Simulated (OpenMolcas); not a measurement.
**AlH (SMILES [AlH]): the HOMO–LUMO gap, rung by rung**

The species is AlH (2 atoms), meant as a singlet with charge 0. SMILES: `[AlH]`. The coordinates come from a PBE0-D4/def2-TZVP relaxation.

```jsonl
{"atom": "Al", "x (Å)": "0.0000", "y (Å)": "0.0000", "z (Å)": "-0.0256"}
{"atom": "H", "x (Å)": "0.0000", "y (Å)": "0.0000", "z (Å)": "1.6391"}
```

Each level gives the HOMO–LUMO gap (eV). The values are calculated.

| level | kind | program | value (eV) |
| --- | --- | --- | --- |
| HF/def2-TZVPPD | Hartree–Fock | OpenMolcas | 8.69 |
| BLYP/def2-TZVPPD | GGA | OpenMolcas | ? |
| PBE/def2-TZVPPD | GGA | OpenMolcas | 2.36 |
| revPBE/def2-TZVPPD | GGA | OpenMolcas | ? |
| r2SCAN/def2-TZVPPD | meta-GGA | OpenMolcas | 2.71 |
| BHLYP/def2-TZVPPD | global hybrid | OpenMolcas | 5.66 |
| PBE0/def2-TZVPPD | global hybrid | OpenMolcas | 4.03 |
| B2PLYP/def2-TZVPPD | double hybrid | OpenMolcas | 5.83 |

Question: Estimate what the levels marked ? give.

Answer: As computed at these levels: BLYP/def2-TZVPPD: 2.39 eV; revPBE/def2-TZVPPD: 2.40 eV. The values span 2.36 to 8.69 eV. Orbital gaps aren't excitation energies, and those of double hybrids come from the SCF part alone; they tend to grow with the share of exact exchange.

In AlH, aluminium is formally in the +1 state. The HOMO is largely a 3s-derived lone pair pointing away from hydrogen, and the LUMO is a degenerate pair of nearly nonbonding Al 3p π orbitals. The gap therefore mainly reflects the s–p separation on aluminium rather than the σ–σ* splitting of the Al–H bond, and the empty p shell goes with the molecule's Lewis acidity.

The three GGAs nearly coincide, so the choice among these functionals hardly matters here. The much wider spread up to Hartree–Fock probably arises because nonlocal exchange lowers the occupied lone pair strongly but gives the empty π orbitals no comparable stabilisation. Exact exchange is not the only influence, however: r2SCAN contains none, yet its 2.71 eV lies above all three GGAs. Without a computed ionisation energy and electron affinity, the series can't show which level comes closest to the fundamental gap.
